**Student:** The Rice–Herzfeld law gives order 3/2 in acetaldehyde, and I suspect that is an accident of which steps the textbook keeps. What exactly is assumed?

**Lecturer:** Four steps, in the spirit of Rice and Herzfeld's 1934 scheme, with $n=[\mathrm{CH_3CHO}]$ and $r=[\mathrm{CH_3}]$:

1. $\mathrm{CH_3CHO\to CH_3+CHO}$, rate $k_1n$
2. $\mathrm{CH_3+CH_3CHO\to CH_4+CH_3CO}$, rate $k_2rn$
3. $\mathrm{CH_3CO\to CH_3+CO}$, first-order constant $k_3$, fast
4. $\mathrm{2\,CH_3\to C_2H_6}$, $k_4r^2$ events per volume and time, each removing two radicals

Formyl is for now taken to start no chain. Steps 2 and 3 return the methyl they consume, so the steady state is $k_1n=2k_4r_s^2$, and

$$w=\frac{d[\mathrm{CH_4}]}{dt}=k_2\left(\frac{k_1}{2k_4}\right)^{1/2}n^{3/2},\qquad \nu=\frac{w}{k_1n}=k_2\left(\frac{n}{2k_1k_4}\right)^{1/2}.$$

Here $\nu$ is the chain length per initiation. With Arrhenius constants, $-d\ln w/d(1/k_BT)$ at fixed $n$ is $E=E_2+(E_1-E_4)/2$.

**Student:** Could I have had that from units alone?

**Lecturer:** Not quite. The seven quantities $w,k_1,k_2,k_3,k_4,n,t$ involve two dimensions, volume and time, so $w/(k_1n)=\Phi(\nu,\delta,\gamma,t/\tau)$ with

$$\delta=\frac{k_2}{2k_4},\qquad \gamma=\frac{k_2n}{k_3},\qquad \tau=(2k_1k_4n)^{-1/2}.$$

Units leave $\Phi$ open. Add one structural fact: propagation conserves radicals, so $r_s$ can depend only on the source $k_1n$ and on $k_4$. The only concentration these two form is $(k_1n/k_4)^{1/2}$. That fixes the exponent, and the bookkeeping of step 4 fixes the factor $2^{-1/2}$. The law is the corner $\delta,\gamma\to0$, $t/\tau\to\infty$, where $\Phi=\nu$. Note that $\nu=k_2n\tau$ and $r_s/n=\delta/\nu$.

**Student:** How deep in that corner is 800 K?

**Lecturer:** Take approximate, typical inputs: $k_1=2\times10^{16}\,\mathrm{s^{-1}}\,e^{-E_1/k_BT}$ with $E_1=3.55$ eV, $k_2=3\times10^{9}\,\mathrm{nm^3\,s^{-1}}\,e^{-E_2/k_BT}$ with $E_2=0.37$ eV, $k_4=3\times10^{10}\,\mathrm{nm^3\,s^{-1}}$ with $E_4=0$, and $k_3=10^{7}\,\mathrm{s^{-1}}$. Let $n=2\times10^{-3}\,\mathrm{nm^{-3}}$, which is 22 kPa. With $k_BT=0.0689$ eV and unrounded values carried along, the model gives:

| quantity | value |
|---|---|
| $k_1$ | $8.65\times10^{-7}\,\mathrm{s^{-1}}$ |
| $k_2$ | $1.40\times10^{7}\,\mathrm{nm^3\,s^{-1}}$ |
| $r_s$ | $1.7\times10^{-10}\,\mathrm{nm^{-3}}$ |
| $w/n=k_2r_s$ | $2.4\times10^{-3}\,\mathrm{s^{-1}}$ |
| $\tau$ | $0.098$ s |
| $\nu$ | $2.7\times10^{3}$ |
| $\delta$ | $2.3\times10^{-4}$ |
| $\gamma$ | $2.8\times10^{-3}$ |

The activation energy is $E=2.145$ eV by arithmetic, far below $E_1$, and the half-life of a 3/2-order decay is $2(\sqrt2-1)/(k_2r_s)=3.5\times10^{2}$ s. The absolute rate is soft: shifting $E_1$ by 0.05 eV changes $w$ by a factor 1.44.

**Student:** You threw formyl away. At 800 K it surely doesn't sit still.

**Lecturer:** It doesn't. It falls apart to $\mathrm{H+CO}$ or abstracts a hydrogen, and either way an acetyl and then a second methyl appear. With $f$ chains per initiation the balance reads $fk_1n=2k_4r_s^2$, so $w$ and $\nu$ grow as $f^{1/2}$. The realistic $f=2$ multiplies both by 1.41, far more than the corrections in $\delta$, $\gamma$ or $1/\nu$. It changes neither the order nor $E$. I keep $f=1$.

**Student:** Start with time. The steady state can't hold at $t=0$.

**Lecturer:** At fixed $n$, $dr/dt=k_1n-2k_4r^2$ gives $r=r_s\tanh(t/\tau)$ and $[\mathrm{CH_4}]=w\tau\ln\cosh(t/\tau)$. For $t\ll\tau$ the methane is $(wt^2/2\tau)(1-t^2/6\tau^2)$, which to leading order is $k_1k_2n^2t^2/2$: second order in $n$, with no trace of $k_4$. For $t\gg\tau$ it is $w(t-\tau\ln2)$, a fixed delay of 0.068 s. The crossover lies at $t\approx\tau$.

Later $n$ falls and $r$ lags. Write $r=r_s+\eta$ and linearise: $dr_s/dt=-4k_4r_s\eta$. Since $r_s\propto n^{1/2}$ and $dn/dt\simeq-k_2r_sn$, this gives $\eta/r_s=\delta/4=5.8\times10^{-5}$, whatever the pressure or $k_1$. For $\delta\gg1$ the aldehyde would be gone after about $(k_1k_2n)^{-1/2}=\tau\,\delta^{-1/2}$, before a steady state forms. That side is out of reach: even at infinite temperature these inputs give $\delta=0.05$.

**Student:** And short chains?

**Lecturer:** Methane keeps order 3/2 for any $\nu$. The loss of aldehyde is $k_1n(1+\nu)$, with order and activation energy

$$m=\frac32-\frac{1}{2(1+\nu)},\qquad E_{\rm loss}=\frac{E_1+\nu E}{1+\nu}.$$

For $\nu\gg1$ the order is $3/2-1/(2\nu)$; for $\nu\ll1$ it is $1+\nu/2$ and $E_{\rm loss}\to E_1$. Now $\nu\propto n^{1/2}e^{E_\nu/k_BT}$ with $E_\nu=(E_1+E_4)/2-E_2=1.405$ eV, so heating shortens the chain. At our density $\nu=1$ extrapolates to $1.3\times10^{3}$ K. At 800 K the density would have to be lower by $\nu^2=7.6\times10^{6}$, and pressure falloff and the walls intervene long before that.

**Student:** "Fast acetyl decay" sounds like a wish.

**Lecturer:** For long chains $k_3[\mathrm{CH_3CO}]=k_2rn$, so acetyl stands to methyl as $\gamma$ to 1. Let two acetyls combine with the same event constant $k_4$ and the unlike pair with $2k_4$, the statistical value. Radical loss is then $2k_4r^2(1+\gamma)^2$, and $w$ is divided by $1+\gamma$. At constant $k_3$ the order is $3/2-\gamma/(1+\gamma)$. For small $\gamma$ the rate falls by the fraction $\gamma$. For large $\gamma$, $w\to k_3(k_1n/2k_4)^{1/2}(1-1/\gamma)$: order 1/2, and $E_3$ replaces $E_2$ in $E$. With an approximate effective $E_3=0.60$ eV, $\gamma=1$ extrapolates to about 290 K, where thermal initiation is dead. At 800 K and this density step 3 is typically close to its collision-limited regime $k_3\propto n$, where $\gamma$ doesn't depend on $n$ and leaves the order alone.

**Student:** Then steps 1 and 4 depend on pressure too.

**Lecturer:** Yes. With $m_i=d\ln k_i/d\ln n$ between 0 at high and 1 at low pressure, the order is $3/2+(m_1-m_4)/2$. It is 3/2 when both steps are at the high-pressure limit and again when both are at the low one, 1 if only recombination needs a third body, 2 if only initiation is collision-limited. In the Lindemann form $m_i=1/(1+n/n_i)$, the crossover is at the density $n_i$ and the high-pressure correction is $(n_1-n_4)/2n$. An observed 3/2 therefore doesn't prove first-order initiation.

**Student:** Walls?

**Lecturer:** They bring a length, $\ell=(D\tau)^{1/2}$. With an approximate $D=4\times10^{14}\,\mathrm{nm^2\,s^{-1}}$ for methyl, $\ell=6.3\times10^{6}$ nm. Take the worst case, a wall that destroys every radical. With $y=r/r_s$ and $z$ the distance from a flat wall, $\ell^2y''=y^2-1$, whose first integral is $\ell^2y'^2=\frac23(1-y)^2(y+2)$. The depleted thickness is $\int(1-y)\,dz=(\sqrt{18}-\sqrt{12})\,\ell=0.78\,\ell$. A sphere of radius $L\gg\ell$ has surface over volume $3/L$ and loses the fraction $2.34\,\ell/L$ of its rate, about 0.3 for $L=5\times10^{7}$ nm. For $L\ll\ell$ recombination drops out and the mean of $y$ is $L^2/15\ell^2$. With $D\propto1/n$ the order is then 3 and the activation energy about $E_1+E_2$. That form reaches $y=1$ at $L=\sqrt{15}\,\ell=2.4\times10^{7}$ nm, which marks the crossover. A less sticky wall does less, but the effect can rival the formyl factor.

**Student:** So the absolute rate is uncertain by a factor near two and the order is ambiguous. What is left to test the chain?

**Lecturer:** The labelled mixture, $a=[\mathrm{CH_3CHO}]$, $b=[\mathrm{CD_3CDO}]$, $x=a/b$. A methyl carries its three hydrogens from one molecule and takes the fourth from another. Let $k_{ij}$ describe radical $i$ attacking aldehyde $j$, with H light and D heavy. The channels HH, HD, DH, DD give $\mathrm{CH_4}$, $\mathrm{CH_3D}$, $\mathrm{CD_3H}$, $\mathrm{CD_4}$. The attacked aldehyde supplies the next methyl, so HD turns a light carrier into a heavy one and DH does the reverse. On a long chain the two switches must balance, as in the Mayo–Lewis treatment of copolymerisation. With $\kappa_H=k_{HH}/k_{HD}$ and $\kappa_D=k_{DH}/k_{DD}$ the instantaneous rates are

$$\mathrm{CH_4:CH_3D:CD_3H:CD_4}=\kappa_Hx:1:1:\frac{1}{\kappa_Dx}.$$

No $k_1$, $k_4$, $f$, $n$ or wall appears. The combination $Q=\mathrm{CH_4\cdot CD_4/(CH_3D\cdot CD_3H)}$ equals $\kappa_H/\kappa_D$ for chain methane at any $x$ and any $\nu$, since the radical concentrations cancel. A unimolecular $\mathrm{CH_3CHO\to CH_4+CO}$ would make no mixed methane, so $Q\to\infty$.

If the label on the attacking radical doesn't matter, $k_{HH}=k_{DH}=k_2$ and $k_{HD}=k_{DD}=k_2/\kappa$. The shares are then $p^2$, $p(1-p)$, $p(1-p)$, $(1-p)^2$ with $p=\kappa x/(1+\kappa x)$, and $Q=1$.

**Student:** Where does $\kappa$ come from?

**Lecturer:** From a crude one-mode model, in which the aldehyde C–H stretch becomes the reaction coordinate and all other modes cancel. Take $\hbar\omega_H=0.34$ eV as typical and scale frequencies by $s=1.36$, the root of the ratio of C–D to C–H reduced masses. With $u_H=\hbar\omega_H/k_BT=4.93$ and $u_D=u_H/s=3.62$, the harmonic partition functions give $\kappa_0=\sinh(u_H/2)/\sinh(u_D/2)$. At high temperature $\kappa_0\to s\,[1+u_H^2(1-s^{-2})/24]$. At low temperature $\kappa_0\to e^{(u_H-u_D)/2}(1+e^{-u_D})$. The crossover $u_H\approx2$ is near $2.0\times10^{3}$ K, so 800 K is on the zero-point side: the bare exponential gives 1.93 and the full form 1.96.

Tunnelling through a parabolic barrier multiplies each rate by $(v/2)/\sin(v/2)$, $v=\hbar\omega^\ddagger/k_BT$, valid well above $\hbar\omega^\ddagger/2\pi k_B$. For an assumed $\hbar\omega_H^\ddagger=0.20$ eV that temperature is 369 K, the factors are 1.46 and 1.22, and their ratio is 1.20. The product is 2.36. The neglected modes could matter as much as tunnelling does, so I carry $\kappa=2.4$ and regard 2.0 as equally defensible. The model's shares at $\kappa=2.4$ are:

| $x$ | $\mathrm{CH_4}$ | $\mathrm{CH_3D}=\mathrm{CD_3H}$ | $\mathrm{CD_4}$ |
|---|---|---|---|
| 0.1 | 0.037 | 0.16 | 0.65 |
| 1 | 0.50 | 0.21 | 0.087 |
| 10 | 0.92 | 0.038 | 0.0016 |

For $\kappa x\ll1$ the $\mathrm{CH_4}$ share is $(\kappa x)^2(1-2\kappa x)$, quadratic because two light molecules are needed, and each mixed share is $\kappa x(1-2\kappa x)$. For $\kappa x\gg1$ the mirror statements hold with $1/\kappa x$. The crossover is $x=1/\kappa=0.42$, where all four shares are 1/4. The equimolar mixture reacts at $(1+1/\kappa)/2=0.71$ of the light rate if $k_1$ and $k_4$ carry no isotope effect, so its chain length is $\nu_m=1.9\times10^{3}$.

**Student:** $\mathrm{CH_3D=CD_3H}$ is a long-chain statement. What breaks it?

**Lecturer:** Let $h$ be the light fraction of the methyls and $q$ the light fraction of the initiations. With the statistical cross-combination constant $2k_4$, light radicals terminate in proportion to $h$. Dividing their balance by the initiation rate gives $q-h+\nu_m[p(1-h)-(1-p)h]=0$, so

$$h=\frac{q+\nu_mp}{1+\nu_m},\qquad \frac{\mathrm{CH_3D}}{\mathrm{CD_3H}}=\frac{h(1-p)}{(1-h)p}.$$

For $\nu_m\gg1$ the ratio is $1+(q-p)/[\nu_mp(1-p)]$, which for $q=1/2$ and $p=0.706$ departs from 1 by $-5.1\times10^{-4}$. For $\nu_m\ll1$ and $q=x/(1+x)$ it tends to $1/\kappa$, rising at first by the fraction $\nu_m(p-q)/[q(1-q)]$. The crossover is $\nu_m\approx1$.

A side channel can outweigh this. Attack at the methyl end gives the same methane and only makes $\kappa$ a site average, provided $\mathrm{CH_2CHO}$ goes on to $\mathrm{CH_3+CO}$. If a fraction $\phi$ of the steps yields ketene and a hydrogen atom, that atom picks a light aldehyde with its own probability $p'$, and $h-p=\phi(p'-p)$. This can rival the finite-chain term once $\phi$ exceeds $1/\nu_m$. For $\phi=0.01$ and the extreme $p'=1/2$ the departure is $-0.010$.

**Student:** Then use $Q$ to measure the molecular channel.

**Lecturer:** Try it. Add $k_ma$ to $\mathrm{CH_4}$ and $k_mb$ to $\mathrm{CD_4}$, and define $\mu=k_m/(k_2r_s)=(k_m/k_1)/\nu$. For long chains

$$\frac{\mathrm{CH_4}}{\mathrm{CH_3D}}=\kappa x+\mu(1+\kappa x),\qquad Q-1\simeq\frac{\mu}{p}+\frac{\kappa\mu}{1-p}.$$

For an illustrative $k_m=k_1$, $\mu=3.6\times10^{-4}$ and the equimolar $Q-1$ is $3.5\times10^{-3}$. A difference of one per cent between $\kappa_H$ and $\kappa_D$ already hides that. The chain amplifies its own methane by $\nu$, so $Q\approx1$ bounds $k_m/k_1$ only loosely.

The trace regime does better in principle. Molecular $\mathrm{CH_4}$ is linear in $x$ and chain $\mathrm{CH_4}$ quadratic, so they cross at $x\approx\mu/\kappa=1.5\times10^{-4}$, and below that the ratio levels off at the intercept $\mu$. But a fraction $y_H$ of $\mathrm{CD_3CHO}$ in the heavy sample lends hydrogen to light methyls and adds about $\kappa y_H$ to the intercept. An assumed $y_H=0.005$ gives 0.012, which is 33 times $\mu$.

**Student:** All this is for rates. An analysis sees accumulated methane.

**Lecturer:** And the light aldehyde goes first. From $d\ln a/d\ln b=\kappa$ follows $a/a_0=(b/b_0)^\kappa$. Starting equimolar, at small total conversion $F$, $d\ln x/dF=-c$ with $c=2(\kappa-1)/(\kappa+1)=0.82$. The accumulated $\mathrm{CH_4/CH_3D}$ averages over this drift and falls by the fraction $cF/2$, which is 0.021 at $F=0.05$. $Q$ is protected at first order. Averaging the shares over a spread of $p$ with variance $\sigma^2$ gives $Q-1=\sigma^2/[p(1-p)]^2$, and a linear drift has $\sigma^2=[p(1-p)cF]^2/12$. So $Q-1=c^2F^2/12=0.057F^2$, which reaches the molecular signal above near $F=0.25$.

At the other end, $\mathrm{CD_3H}$ is the share $p^{\phantom 2}(1-p)$ of the methane while heavy aldehyde is consumed in the share $1-p$. With $g=b/b_0$ and $x=g^{\kappa-1}$, complete conversion gives

$$\frac{[\mathrm{CD_3H}]}{b_0}=\int_0^1\frac{\kappa g^{\kappa-1}}{1+\kappa g^{\kappa-1}}\,dg=0.43.$$

Atom balance leaves 0.57 each for $\mathrm{CH_4}$ and $\mathrm{CD_4}$, so a pure chain ends at $Q=1.8$. That limit ignores attack of methyl on the product methane, which matters once the aldehyde is scarce, but it shows how depletion imitates a molecular channel.

**Student:** So what do I believe at 800 K?

**Lecturer:** Believe the structure. At a few per cent conversion the two mixed methanes form in equal amounts to about one per cent, $Q$ equals $\kappa_H/\kappa_D$, and $\mathrm{CH_4/CH_3D}$ is linear in $x$ with slope $\kappa_H$, regardless of formyl, falloff or walls. The equimolar pattern is only the model's: $5.8:2.4:2.4:1$ for $\kappa=2.4$ and $4:2:2:1$ for $\kappa=2.0$, so the slope is better taken as the quantity to be determined than as a prediction.